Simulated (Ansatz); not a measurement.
Ti: energy above lowest point against volume scale

Free energy against uniform scaling of the volume at fixed shape and fractions; periodic cell, basis, potentials, k mesh and filling as listed. The results are calculated, by Ansatz 0.2.0.

The cell before it is scaled or strained (space group P6_3/mmc, No. 194):
```
cell vectors (Å)
   2.9500     0.0000     0.0000
  -1.4750     2.5548     0.0000
   0.0000     0.0000     4.6800
atoms (fractions of the cell vectors)
Ti  0.33333  0.66667  0.25000
Ti  0.66667  0.33333  0.75000
```

Settings of every row: functional LDA; dispersion none; potentials PAW; wave cutoff 421.78 eV; density cutoff 1687.1 eV; k mesh 11x11x6; k shift 0x0x0; occupations cold; smearing width 0.1 eV; spin none.

Limits: coarse k mesh, up to 40 meV an atom off.

```csv
row,volume scale,V (Å³/atom),energy above lowest point (meV/atom)
1,0.9,15.872,0
2,0.925,16.313,0
3,0.95,16.754,9
4,0.975,17.195,25.9
5,1,17.636,49.9
6,1.025,18.077,80
7,1.05,18.518,?
8,1.075,18.958,155.8
9,1.1,19.399,200.3
```

Question: what energy above lowest point should row 7 give?

Worked fit of energy above lowest point. Take u = (V_r/V)^(2/3) − 1 with V_r = 17.416 Å³ an atom, which is twice the finite (Eulerian) strain; such expansions in the strain, on which the Birch-Murnaghan equation of state is built, carry the rest volume and the bulk modulus. The shown rows have u = 0.06384, 0.04458, 0.02617, 0.00855, -0.00833, -0.02453, -0.05499, -0.06936. Least squares give energy above lowest point = 37.12 − 1421.2 × u + 13288 × u² − 2069 × u³ meV/atom; a parabola predicts inner rows, each left out in turn, worse (root mean square 0.15 against 0.028 meV/atom). All shown rows lie on it to the printed digit. Its lowest point lies at u = 0.0542, or V = 16.09 Å³ an atom, and the curvature there gives the bulk modulus at fixed shape and fractions, B = (4/9)(1 + u)² E″(u)/V = 127 GPa. Letting shape and atoms relax would as a rule lower it, by much in layered, chain or molecular crystals. The withheld row has u = -0.04008, so the fit gives 37.12 − 1421.2 × (-0.04008) + 13288 × (-0.04008)² − 2069 × (-0.04008)³ = 115.6 meV/atom.

The calculation gave 115.5 meV/atom. The fit lies 0.1 meV/atom (0.05 % of the column's range) above it, one unit of the last digit.
